**Spin-orbit fine structure of tetrahedral d⁶: ladder, Landé patterns and their breaks**

The table holds the lowest fifteen spin-orbit levels (⁵E, ⁵T₂, ³T₁) of a parametric d⁶ ligand-field model in Td, from exact diagonalisation with B = 790, C = 4100, 10Dq = −6600 and ζ = 630 cm⁻¹. The program compares them with the second-order ladder of ⁵E (step 6λ²/|10Dq|), the Landé patterns of ⁵T₂ and ³T₁, and a third-order term that raises A1 and A2 and lowers E. It also rebuilds the 210-state matrix, which returns the table within 0.05 cm⁻¹, and diagonalises it by spin block to apportion the misfits. The ⁵E step is 32.4 cm⁻¹ against 22.55 and the third-order term is 4.7 cm⁻¹, with quintets alone supplying about two thirds and one third of these and with ζ exponents near 2 and 3. The ⁵T₂ gap ratio is 1.375 against 1.5, and the ³T₁ ratio is 4.58 against 2, falling to 2.73 when singlets are left out.

Calculated values. Lowest levels of a d⁶ ion in Td symmetry, from exact diagonalisation of a parametric ligand-field model with Racah B = 790 cm⁻¹ and C = 4100 cm⁻¹, 10Dq = -6600 cm⁻¹ and spin-orbit ζ = 630 cm⁻¹. Energies are measured from the lowest level, irreps are double-group labels, and the level spin is S from the expectation value of S².

## The fit in Python

```python
# Table: spin-orbit levels (cm-1) of a parametric d6 ligand-field model, Td, exact diagonalisation. Tested: second-order
# ladder of 5E, Lande patterns of 5T2 and 3T1, third-order term; a rebuilt matrix splits the misfit by spin block.
T = {
    'level_irrep': ['A1', 'T1', 'E', 'T2', 'A2', 'T2', 'T1', 'E', 'T2', 'T1', 'A1', 'T2', 'E', 'T1', 'A1'],
    'level_degeneracy': [1, 3, 2, 3, 1, 3, 3, 2, 3, 3, 1, 3, 2, 3, 1],
    'level_energy': [0.0, 28.0, 55.5, 92.3, 129.9, 6231.7, 6569.2, 6581.6, 7030.3, 7050.5, 7073.8, 15712.1, 15752.6, 16071.9, 16147.0],  # cm⁻¹
    'level_spin': [2, 2, 2, 2, 2, 2, 2, 2, 2, 2, 2, 1, 1, 1, 1],
}
import numpy as np
from itertools import combinations
from sympy.physics.wigner import wigner_3j as w3
B, C, D, z = 790., 4100., -6600., 630.   # settings of the run (caption)
lab, En = T['level_irrep'], np.array(T['level_energy'], float)
g, S = np.array(T['level_degeneracy'], int), np.array(T['level_spin'], float)
idx, term = np.cumsum(g) - g, np.array([0]*5 + [1]*6 + [2]*4)
bar = lambda x, s: np.average(x[s], weights=g[s])
off = lambda x: x - np.array([bar(x, term == t) for t in term])
dets = [sum(1 << i for i in c) for c in combinations(range(10), 6)]
pos = {d: i for i, d in enumerate(dets)}; E = np.zeros((10, 10, 210, 210))
for j, d in enumerate(dets):
    for q in range(10):
        if not d >> q & 1: continue
        r = d ^ (1 << q)
        for p in range(10):
            if not r >> p & 1:
                E[p, q, pos[r | 1 << p], j] = (-1)**(bin(r & ((1 << q)-1)).count('1') + bin(r & ((1 << p)-1)).count('1'))
one = lambda h: np.tensordot(h, E, 2)
m = np.arange(-2, 3); V = np.zeros((5,)*4)
ok = (m[:, None, None, None] + m[None, :, None, None]) == (m[None, None, :, None] + m[None, None, None, :])
for k, F in ((2, 49*B + 7*C), (4, 63*C/5)):
    c = np.array([[(-1)**a*5*float(w3(2, k, 2, 0, 0, 0)*w3(2, k, 2, -a, a-b, b)) for b in range(-2, 3)] for a in range(-2, 3)])
    V += F*np.einsum('pr,sq->pqrs', c, c)*ok
Es = E[0::2, 0::2] + E[1::2, 1::2]; W = np.einsum('pqrs,qsab->prab', V, Es)
Pe = np.zeros((5, 5)); Pe[2, 2] = 1; Pe[0, 0] = Pe[4, 4] = Pe[0, 4] = Pe[4, 0] = .5
H0 = .5*sum(Es[p, r] @ W[p, r] for p in range(5) for r in range(5)) - .5*np.tensordot(np.einsum('pqqs->ps', V), Es, 2)
H0 += np.tensordot(D*(Pe - .4*np.eye(5)), Es, 2)
lp, sp, sz = np.diag(np.sqrt(6. - m[:-1]*(m[:-1]+1)), -1), np.array([[0, 1.], [0, 0]]), np.diag([.5, -.5])
LS = one(np.kron(np.diag(m), sz) + .5*(np.kron(lp, sp.T) + np.kron(lp.T, sp)))
Sp, Sz = one(np.kron(np.eye(5), sp)), one(np.kron(np.eye(5), sz))
s2, Us = np.linalg.eigh(Sp.T @ Sp + Sz @ Sz + Sz)
H = H0 + z*LS; ef, Vf = np.linalg.eigh(H); full = ef[idx]
def lev(U):   # diagonalise in a subspace, match to the rows by overlap
    e, w = np.linalg.eigh(U.T @ H @ U); return e[np.argmax((Vf[:, idx].T @ U @ w)**2, axis=1)]
Q, Tr = Us[:, s2 > 5], Us[:, abs(s2 - 2) < .5]
own, nos = np.where(S > 1.5, lev(Q), lev(Tr)), lev(Us[:, s2 > 1])
wt = np.where(S > 1.5, ((Vf[:, idx].T @ Q)**2).sum(1), ((Vf[:, idx].T @ Tr)**2).sum(1))
e0, V0 = np.linalg.eigh(H0); U3 = V0[:, 25:34]; lam = z/4; K = 6*lam**2/abs(D); u = lam**3/D**2
simple = np.r_[K*np.arange(-2, 3), lam*np.array([-3, -1, -1, 2, 2, 2]), off(lev(U3))[11:]]
print(f'all energies cm-1; rounding floor 0.05 per level; |lambda| {lam:.1f}; 6lam^2/D {K:.2f}; lam^3/D^2 {u:.4f}')
print(f'rebuild vs table, max |dev| {abs(full - full[0] - En).max():.2f}; zeta=0 terms 5T2 {e0[10]-e0[0]:.1f}, 3T1 {e0[25]-e0[0]:.1f} to {e0[33]-e0[0]:.1f}, next {e0[34]-e0[0]:.1f}')
print('offsets from term barycentre: row | table simple misfit | own-spin no-singlet full | % other spin')
for i in range(len(En)):
    print(f'{lab[i]} {En[i]:.1f} | {off(En)[i]:.1f} {simple[i]:.1f} {off(En)[i]-simple[i]:+.1f} | {off(own)[i]:.1f} {off(nos)[i]:.1f} {off(full)[i]:.1f} | {100*(1-wt[i]):.2f}')
ka = lambda x: np.array([(x[4]-x[0])/4, (x[3]-x[1])/2, (x[0]+x[4]-x[1]-x[3])/2, (x[1]+x[3])/2-x[2]])
print('5E steps, table', np.diff(En[:5]).round(1), f'total {En[4]:.1f}, simple {4*K:.1f}, ratio {En[4]/(4*K):.2f}')
n, pat = np.arange(-2., 3), np.array([1., 0, -1, 0, 1])
for name, X in (('line', np.c_[n**0, n]), ('line + a(+,0,-,0,+)', np.c_[n**0, n, pat])):
    f = np.linalg.lstsq(X, En[:5], rcond=None)[0]
    print('5E fit', name, 'params', f.round(2), 'residuals', (En[:5] - X @ f).round(2))
for name, x in (('table', En), ('quintets only', own), ('no singlets', nos), ('full', full)):
    j2, j3, t2 = bar(x, slice(6, 8)), bar(x, slice(8, 11)), bar(x, slice(11, 13))
    print(name, ': 5E step(A), step(T), a(A), a(E)', ka(x).round(2), f'; 5E-5T2 barycentre gap {bar(x, term == 1)-bar(x, term == 0):.1f}')
    print(f'   5T2 gaps {j2-x[5]:.1f} {j3-j2:.1f} ratio {(j3-j2)/(j2-x[5]):.3f}; 3T1 gaps (own spin: triplets) {x[13]-t2:.1f} {x[14]-x[13]:.1f} ratio {(x[13]-t2)/(x[14]-x[13]):.2f}; E-T2 {x[12]-x[11]:.1f}')
print(f'first order 5T2 gaps {2*lam:.1f} {3*lam:.1f} ratio 1.5; third order in 5D: step {K-12*u:.2f}, a {18*u:.2f}')
print('quintet-only share of step(A), step(T), a(A), a(E) in %', (100*ka(own)/ka(En)).round(0))
print('zeta exponents (zeta vs zeta/2) of the same four', np.log2(ka(full)/ka(np.linalg.eigvalsh(H0 + z/2*LS)[idx])).round(2))
print(f'3T1 first-order constant {simple[11]:.1f} (pure e4 t2^2: {-z/2:.0f}); e occupation {np.trace(U3.T @ np.tensordot(Pe, Es, 2) @ U3)/9:.2f}')
print(f'5T2 in-group spreads, table: J=2 {En[7]-En[6]:.1f}, J=3 {En[10]-En[8]:.1f}; worst misfit row {lab[np.argmax(abs(off(En)-simple))]} {En[np.argmax(abs(off(En)-simple))]:.1f}')
assert list(lab[:5]) == ['A1', 'T1', 'E', 'T2', 'A2'] and [g[term == t].sum() for t in range(3)] == [10, 15, 9]
assert np.all(np.diff(En[:5]) > K) and abs(ka(En)[2] - ka(En)[3]) < .1*ka(En)[2]
assert En[6] - En[5] > 2*lam and En[13] - En[12] > 2*(En[14] - En[13])
```

Running it gives:

```
all energies cm-1; rounding floor 0.05 per level; |lambda| 157.5; 6lam^2/D 22.55; lam^3/D^2 0.0897
rebuild vs table, max |dev| 0.05; zeta=0 terms 5T2 6600.0, 3T1 15828.8 to 15828.8, next 20153.7
offsets from term barycentre: row | table simple misfit | own-spin no-singlet full | % other spin
A1 0.0 | -60.2 -45.1 -15.1 | -40.8 -60.0 -60.2 | 0.35
T1 28.0 | -32.2 -22.6 -9.6 | -21.2 -32.2 -32.2 | 0.31
E 55.5 | -4.7 0.0 -4.7 | -1.6 -4.7 -4.7 | 0.27
T2 92.3 | 32.1 22.6 +9.6 | 21.2 32.1 32.1 | 0.19
A2 129.9 | 69.7 45.1 +24.6 | 44.3 69.6 69.7 | 0.11
T2 6231.7 | -493.8 -472.5 -21.3 | -487.6 -493.7 -493.8 | 0.40
T1 6569.2 | -156.3 -157.5 +1.2 | -166.1 -156.3 -156.3 | 0.29
E 6581.6 | -143.9 -157.5 +13.6 | -141.1 -143.8 -143.9 | 0.36
T2 7030.3 | 304.8 315.0 -10.2 | 294.2 304.8 304.8 | 0.27
T1 7050.5 | 325.0 315.0 +10.0 | 330.1 324.9 325.0 | 0.32
A1 7073.8 | 348.3 315.0 +33.3 | 370.5 348.5 348.3 | 0.39
T2 15712.1 | -177.3 -153.1 -24.2 | -147.6 -156.3 -177.3 | 0.54
E 15752.6 | -136.8 -153.1 +16.3 | -159.5 -157.9 -136.8 | 0.24
T1 16071.9 | 182.5 153.1 +29.5 | 161.8 166.5 182.5 | 0.29
A1 16147.0 | 257.6 306.1 -48.5 | 276.3 285.2 257.7 | 0.62
5E steps, table [28.  27.5 36.8 37.6] total 129.9, simple 90.2, ratio 1.44
5E fit line params [61.14 32.41] residuals [ 3.68 -0.73 -5.64 -1.25  3.94]
5E fit line + a(+,0,-,0,+) params [60.19 32.41  4.74] residuals [-0.11  0.22  0.04 -0.3   0.15]
table : 5E step(A), step(T), a(A), a(E) [32.48 32.15  4.8   4.65] ; 5E-5T2 barycentre gap 6665.3
   5T2 gaps 342.5 471.0 ratio 1.375; 3T1 gaps (own spin: triplets) 343.6 75.1 ratio 4.58; E-T2 40.5
quintets only : 5E step(A), step(T), a(A), a(E) [21.26 21.21  1.78  1.57] ; 5E-5T2 barycentre gap 6673.8
   5T2 gaps 331.5 476.6 ratio 1.438; 3T1 gaps (own spin: triplets) 314.2 114.4 ratio 2.75; E-T2 -11.9
no singlets : 5E step(A), step(T), a(A), a(E) [32.41 32.16  4.82  4.62] ; 5E-5T2 barycentre gap 6665.3
   5T2 gaps 342.4 471.0 ratio 1.376; 3T1 gaps (own spin: triplets) 323.5 118.7 ratio 2.73; E-T2 -1.6
full : 5E step(A), step(T), a(A), a(E) [32.47 32.16  4.76  4.66] ; 5E-5T2 barycentre gap 6665.3
   5T2 gaps 342.5 471.0 ratio 1.375; 3T1 gaps (own spin: triplets) 343.6 75.2 ratio 4.57; E-T2 40.5
first order 5T2 gaps 315.0 472.5 ratio 1.5; third order in 5D: step 21.47, a 1.61
quintet-only share of step(A), step(T), a(A), a(E) in % [65. 66. 37. 34.]
zeta exponents (zeta vs zeta/2) of the same four [1.94 1.93 2.97 2.95]
3T1 first-order constant -153.1 (pure e4 t2^2: -315); e occupation 3.82
5T2 in-group spreads, table: J=2 12.4, J=3 43.5; worst misfit row A1 16147.0
```
